[1] Beside "let nᵢ be the natural occupation numbers"

Premises. Ψ is a normalised N-electron state in M orthonormal spatial orbitals, with operators a†(pσ), a(pσ). The spin blocks of the one-particle density matrix are P^σ(p,q) = ⟨a†(qσ) a(pσ)⟩, the spin-summed matrix is P = P^α + P^β with Tr P = N, and the spin-density matrix is Q = P^α − P^β. The nᵢ are the eigenvalues of the Hermitian matrix P, its eigenvectors the natural orbitals. S is the total spin, with ħ = 1.

For any normalised spin orbital, ⟨a†a⟩ = ‖aΨ‖² ≥ 0. Since a†a + aa† = 1, also 1 − ⟨a†a⟩ = ‖a†Ψ‖² ≥ 0. In natural orbital i the α and β populations αᵢ, βᵢ therefore lie in [0, 1], and nᵢ = αᵢ + βᵢ lies in [0, 2]. An ensemble averages such populations and obeys the same bounds. Notes 3 and 4 use nothing else.

[2] Beside the three definitions

N_D = Σ nᵢ(2 − nᵢ) goes back to Takatsuka, Fueno and Yamaguchi (1978); N_U = Σ min(nᵢ, 2 − nᵢ) and N_S = Σ nᵢ²(2 − nᵢ)² are due to Head-Gordon (2003). Each is the trace of a function of P, evaluated in the eigenbasis:

N_D = Tr(2P − P²), N_S = Tr[(2P − P²)²], N_U = Tr(1 − |1 − P|).

The last form uses min(n, 2 − n) = 1 − |1 − n|. Traces do not change under unitary mixing of orbitals. In a non-orthogonal basis with overlap matrix Ω, P is replaced by PΩ, which is similar to Ω^½ P Ω^½ and has the nᵢ as eigenvalues, so N_D = Tr(2PΩ − PΩPΩ). For non-interacting fragments P is block diagonal and all three measures add.

Put x = |1 − n|, so 0 ≤ x ≤ 1. Since n(2 − n) = 1 − (1 − n)², the weights per orbital are

f_U = 1 − x, f_D = 1 − x², f_S = (1 − x²)².

All three give 0 for n = 0 or 2 and 1 for n = 1, and treat n and 2 − n alike. For a small occupation n (or small hole) they behave as n, 2n and 4n².

What N_D counts follows from P² + Q² = 2(P^α)² + 2(P^β)², where the cross terms cancel:

N_D = Tr Q² + 2 Σ_σ Tr[P^σ − (P^σ)²].

For one determinant the P^σ are idempotent and N_D = Tr Q², pure spin polarisation. In a singlet Q = 0, as P is unchanged by spin flip and a non-degenerate singlet only changes phase under it, and N_D is pure non-idempotency.

[3] Beside "clearly N_U ≤ N_D and N_S ≤ N_D"

The differences factorise:

f_D − f_U = x(1 − x) ≥ 0,
f_D − f_S = x²(1 − x²) ≥ 0,
f_D = (1 + x) f_U ≤ 2 f_U.

Summing over orbitals gives N_U ≤ N_D ≤ 2N_U and N_S ≤ N_D. A sum of non-negative terms vanishes only if each term does, so N_U = N_D or N_S = N_D holds only when every x is 0 or 1, that is every nᵢ is 0, 1 or 2; then all three equal the number of singly occupied orbitals.

N_S and N_U have no fixed order. From (1 − x)(1 + x)² = 1 + x − x² − x³,

f_S − f_U = (1 − x)[(1 − x)(1 + x)² − 1] = x(1 − x)(1 − x − x²).

The last factor changes sign at x* = (√5 − 1)/2 = 0.618. Orbitals with 0.382 < n < 1.618, n ≠ 1, weigh more in N_S than in N_U, those nearer 0 or 2 weigh less. The ratio f_S/f_U = (1 − x)(1 + x)² has derivative (1 + x)(1 − 3x) and its maximum 32/27 = 1.185 at x = 1/3. Hence N_S ≤ (32/27) N_U.

[4] Beside "N_U ≤ N, whereas N_D is bounded only by 2N"

min(n, 2 − n) ≤ n gives N_U ≤ N, with equality exactly when no nᵢ exceeds 1; min(n, 2 − n) ≤ 2 − n gives N_U ≤ 2M − N. Next, N_D = 2N − Σ nᵢ², and the Cauchy–Schwarz inequality N² = (Σ nᵢ)² ≤ M Σ nᵢ² gives

N_D ≤ 2N − N²/M < 2N.

Note 3 adds N_S ≤ (32/27) N.

These limits are sharp for two electrons. In the singlet Ψ = m^(−½) Σₖ |φₖα φₖβ| over m orbitals the determinants differ in two spin orbitals, so P is diagonal with n = 2/m. For m ≥ 2, N_U = 2, N_D = 4 − 4/m and N_S = 16(m − 1)²/m³. At m = 4, N_D = 3 for two electrons, and N_D → 4 = 2N as m grows. At m = 3, where x = 1/3, N_S = 64/27 = 2.37, the bound itself. Only N_U can never count more electrons than there are.

[5] Beside "N_D ≥ N_U ≥ 2S"

Two steps are needed.

(a) P is the same for all components of a multiplet. Let E(p,q) = Σ_σ a†(pσ) a(qσ) and S₊ = Σ_r a†(rα) a(rβ). The anticommutation rules give [a†(pα)a(qα), S₊] = a†(pα)a(qβ) and [a†(pβ)a(qβ), S₊] = −a†(pα)a(qβ), so [E, S₊] = 0, and by taking adjoints [E, S₋] = 0. With S₊|M_S⟩ = κ|M_S + 1⟩ and S₋S₊|M_S⟩ = κ²|M_S⟩,

⟨M_S+1|E|M_S+1⟩ = ⟨M_S|S₋ E S₊|M_S⟩/κ² = ⟨M_S|E S₋S₊|M_S⟩/κ² = ⟨M_S|E|M_S⟩.

The nᵢ may thus be taken from the component M_S = S, where Σ(αᵢ − βᵢ) = Tr Q = 2S.

(b) In each natural orbital, αᵢ − βᵢ ≤ αᵢ + βᵢ = nᵢ because βᵢ ≥ 0, and αᵢ − βᵢ = (1 − βᵢ) − (1 − αᵢ) ≤ (1 − βᵢ) + (1 − αᵢ) = 2 − nᵢ because αᵢ ≤ 1. So αᵢ − βᵢ ≤ min(nᵢ, 2 − nᵢ). Only diagonal elements enter, so Q need not commute with P. Summing,

2S ≤ N_U ≤ N_D.

Equality 2S = N_U needs βᵢ = 0 wherever nᵢ ≤ 1 and αᵢ = 1 wherever nᵢ ≥ 1. For a function that is no eigenfunction of S², step (b) alone gives N_U ≥ 2|M_S|.

N_S does not share the bound. The two-electron triplet Ψ = Σₖ cₖ |φ₂ₖ₋₁α φ₂ₖα| has occupations cₖ² in pairs, and N_U = 2. Three equal pairs give n = 1/3 six times and N_S = 6(5/9)² = 50/27 = 1.85 < 2. Weak correlation suffices: with weight 1 − ε on one pair and ε/m on each of m further pairs,

N_S = 2(1 − ε²)² + 2m(ε/m)²(2 − ε/m)² = 2 + (8/m − 4)ε² + O(ε³),

which is below 2S = 2 for m > 2 and small ε.

[6] Beside the two-orbital model

Let two electrons occupy real orbitals a (lower) and b (upper) of different spatial symmetry, above doubly occupied orbitals that contribute nothing to any measure. The totally symmetric singlets are a² and b²; the open-shell singlet ab has another symmetry. Then Ψ = cos θ |a²⟩ − sin θ |b²⟩. P(a,b) = 0 because the two determinants differ in two spin orbitals, so a and b are natural orbitals with n_b = y = 2 sin²θ and n_a = 2 − y.

About the mean diagonal energy the Hamiltonian has elements −Δ, +Δ and off-diagonal K = (ab|ab) > 0, where 2Δ = H(b²) − H(a²). The energy −Δ cos 2θ − K sin 2θ is lowest at tan 2θ = K/Δ, where it is −W with W = √(Δ² + K²). Then

y = 1 − cos 2θ = 1 − Δ/W.

Labelling the orbitals so that Δ ≥ 0 makes y ≤ 1, so min(y, 2 − y) = y. Both orbitals have x = 1 − y = Δ/W, and

N_U = 2y = 2(1 − Δ/W),
N_D = 2y(2 − y) = 2K²/W²,
N_S = 2y²(2 − y)² = 2K⁴/W⁴ = N_D²/2.

All three are increasing functions of y on [0, 1], so here they carry the same information. For K ≪ Δ they tend to (K/Δ)², 2(K/Δ)² and 2(K/Δ)⁴. For Δ ≪ K they are 2 − 2Δ/K, 2 − 2(Δ/K)² and 2 − 4(Δ/K)² to leading order: along a path on which a and b cross, N_U has a cusp while N_D and N_S are smooth. N_S = N_U at x = x*, and since 1 − x*² = x*, this is Δ/K = x*/√(1 − x*²) = √x* = 0.786. For 0 < Δ/K < 0.786 the order is N_U < N_S < N_D, above it N_S < N_U < N_D.

[7] Beside "cyclobutadiene is a two-orbital problem"

Number the carbons 1 to 4, with short bonds 1–2, 3–4 and long bonds 2–3, 4–1, and take four π electrons in the Hubbard Hamiltonian

H = −t_s B_s − t_l B_l + U Σᵢ n(iα) n(iβ),

where B_s and B_l sum a†(iσ)a(jσ) + a†(jσ)a(iσ) over short and long bonds. The orbitals are one half of the sign patterns c = (++++), a = (++−−), b = (+−−+), d = (+−+−). They belong to four different symmetry species of the rectangle, so P is diagonal in them for any non-degenerate state: they are the natural orbitals. Counting bonding and antibonding contacts, B_s = n_c + n_a − n_b − n_d and B_l = n_c − n_a + n_b − n_d, so the orbital energies of a and b are ∓(t_s − t_l).

Every orbital has density 1/4 on each atom, so all Coulomb and exchange integrals equal 4U/16 = U/4. They cancel in H(c²b²) − H(c²a²), and

Δ = 2(t_s − t_l), K = U/4.

In the square Δ = 0 and y = 1. The lower state, a² − b², is ¹B1g with the C₂′ axes through the bond midpoints. With l, r = (a ± b)/√2, which lie on atoms 1, 3 and on atoms 2, 4, its spatial part is aa − bb = lr + rl, a covalent diradical. The upper state aa + bb = ll + rr is ionic. It and the triplet ab also have n_a = n_b = 1, and all three states give N_U = N_D = N_S = 2.

[8] Beside "the other two π orbitals may be ignored"

The size of this neglect can be had exactly. Let χ_g(i) = ±1 be the sign pattern g and O_g = Σᵢ χ_g(i) nᵢ for one spin. Because Σ_g χ_g(i)χ_g(j) = 4δᵢⱼ, the interaction is (U/4) Σ_g O_g^α O_g^β. O_c = 2 for each spin gives the constant U. Multiplication by χ_a exchanges c↔a and b↔d, by χ_b c↔b and a↔d, by χ_d c↔d and a↔b. For two electrons of one spin, ordered c, a, b, d, define

A± = (ca ± bd)/√2, C± = (cb ± ad)/√2, s = (cd + ab)/√2, m = (cd − ab)/√2.

Moving one electron at a time and keeping the fermion signs, for instance O_b|ca⟩ = |ba⟩ + |cd⟩ = √2 m, one finds that O_a connects only C₊ with s, O_b only A₊ with m, and O_d only A₋ with C₋, each with amplitude 2. The hopping energy is ∓2t_s for ca, bd, ∓2t_l for cb, ad and 0 for cd, ab, so it turns A± into −2t_s A∓ and C± into −2t_l C∓. Write products as α string times β string, X = (A₊A₋ + A₋A₊)/√2 and Y likewise from C±. The configurations c²a² and c²b² then lie in the closed chain

mm – A₊A₊ – X – A₋A₋ – C₋C₋ – Y – C₊C₊ – ss,

with zero diagonal (energies counted from U) and neighbour couplings of size U, g_s, g_s, U, g_l, g_l, U, where U = (U/4)·2·2 and g = 2√2 t. In an open chain the signs can be absorbed in the basis states, so all couplings are taken negative and E = U − λ with λ the largest root. For amplitudes u₁ … u₈ and w = λ² − U², the equations λu₁ = Uu₂, λu₂ = Uu₁ + g_s u₃, λu₃ = g_s(u₂ + u₄) and λu₄ = g_s u₃ + Uu₅ give in turn u₂ = g_s λu₃/w, u₃ = g_s w u₄/[λ(w − g_s²)] and Uu₅ = f_s u₄, with f = λ − g²w/[λ(w − g²)]. The other end gives Uu₄ = f_l u₅, so f_s f_l = U². Clearing denominators and dividing out the root w = 0,

w³ + (U² − 16τ)w² + (256 t_s² t_l² − 16U²τ)w + 192 U² t_s² t_l² = 0, τ = t_s² + t_l².

For the square u₄ = u₅, so f = U, and division by λ − U leaves λ³ − (U² + 16t²)λ − 8t²U = 0.

The operator n_c + n_d − n_a − n_b is +2 on cd, −2 on ab and 0 on the other strings; it only turns s into m and has zero mean in the chain. Hence n_c + n_d = n_a + n_b = 2. The Hellmann–Feynman theorem gives ⟨B_s⟩ = ∂λ/∂t_s and ⟨B_l⟩ = ∂λ/∂t_l, so

n_b = 1 − (⟨B_s⟩ − ⟨B_l⟩)/4, n_d = 1 − (⟨B_s⟩ + ⟨B_l⟩)/4.

Each measure is the sum of two two-orbital terms, one with y = n_b and one with y = n_d.

[9] Range of validity

Notes 3 and 4 hold for any state or ensemble whose P is an expectation value. Response densities of perturbation or coupled-cluster theory are not of this kind and may have n < 0 or n > 2. Such an orbital has x > 1, both differences in note 3 turn negative, and the ordering is no longer guaranteed.

The bound 2S needs an eigenfunction of S², hence negligible spin–orbit coupling. It holds for N_U and N_D only.

The measures depend on P alone and cannot tell singlet from triplet coupling or covalent from ionic character (note 7). They are indices, not observables, and depend on the wavefunction: at the square, the symmetry-broken determinant c²a² gives zero for all three.

Many small occupations enter N_U and N_D linearly, so these grow with system size and with the amount of dynamic correlation admitted; N_S suppresses them quadratically. Values are comparable only at the same active space, basis and method. The formulas of note 6 need all other occupations small against y.

[10] Numerical illustration

Typical inputs: bonds of about 1.45 Å in the square and 1.35 and 1.55 Å in the rectangle, t = 2.4 eV at 1.45 Å and a slope of −4 eV/Å, so t_s = 2.8 eV and t_l = 2.0 eV. U = 4.8 eV is chosen to give an isolated double bond a typical small π* occupation: there Δ = 2t_s, K = U/2 and y = 0.081.

Two-orbital rectangle: Δ = 1.6 eV, K = 1.2 eV, W = 2.0 eV, y = 0.200.

Full π CI, rectangle: w = 130.02 eV², λ = 12.372 eV, E = −7.572 eV, which is the lowest eigenvalue among all 36 determinants with M_S = 0. Implicit differentiation of the cubic gives ⟨B_s⟩ = 3.4145 and ⟨B_l⟩ = 0.3314.

Full π CI, square: U = 2t factorises the cubic as (λ + 4t)(λ² − 4tλ − 4t²), so λ = (2 + 2√2)t and E = −2√2 t = −6.788 eV. Then ∂λ/∂t = (32tλ + 16tU)/(3λ² − U² − 16t²) = (12 + 10√2)/7 and n_d = (8 − 5√2)/14.

Columns: n_c, n_a, n_b, n_d | N_U, N_D, N_S
square, two-orbital: 2, 1, 1, 0 | 2, 2, 2
square, full π CI: 1.934, 1.000, 1.000, 0.066 | 2.13, 2.26, 2.03
rectangle, two-orbital: 2, 1.800, 0.200, 0 | 0.40, 0.72, 0.26
rectangle, full π CI: 1.936, 1.771, 0.229, 0.064 | 0.59, 1.06, 0.36

The order is N_S ≤ N_U ≤ N_D in every row, because no fractional occupation other than 1 falls between 0.382 and 1.618. In the two-orbital model N_S and N_U change places for t_s − t_l < 0.786 K/2 = 0.47 eV, a bond-length difference below 0.12 Å. In the square the outer pair is a modest addition to 2. In the rectangle it supplies 0.13 of N_U, 0.25 of N_D and 0.03 of N_S and also raises n_b, so that the two-orbital values lie 32, 32 and 28 per cent below the full CI of the same Hamiltonian.

These are the model's numbers. It omits the repulsions γ_s, γ_l, γ_d across short bond, long bond and diagonal. With zero differential overlap the Coulomb integrals stay equal, since all densities are uniform, while K_ac = (U + γ_s − γ_l − γ_d)/4 and K_bc = (U − γ_s + γ_l − γ_d)/4. The term 2(K_ac − K_bc) = γ_s − γ_l enters 2Δ. For a typical γ_s − γ_l of 0.6 eV, Δ becomes 1.9 eV, and at fixed K the two-orbital y falls from 0.200 to 0.155. As typical knowledge, π-space multireference calculations put n_b of the rectangle at roughly 0.15; the model's 0.229 is then too high by about one half, and the frontier-pair part of its N_S, nearly quadratic in n_b, by about a factor of two.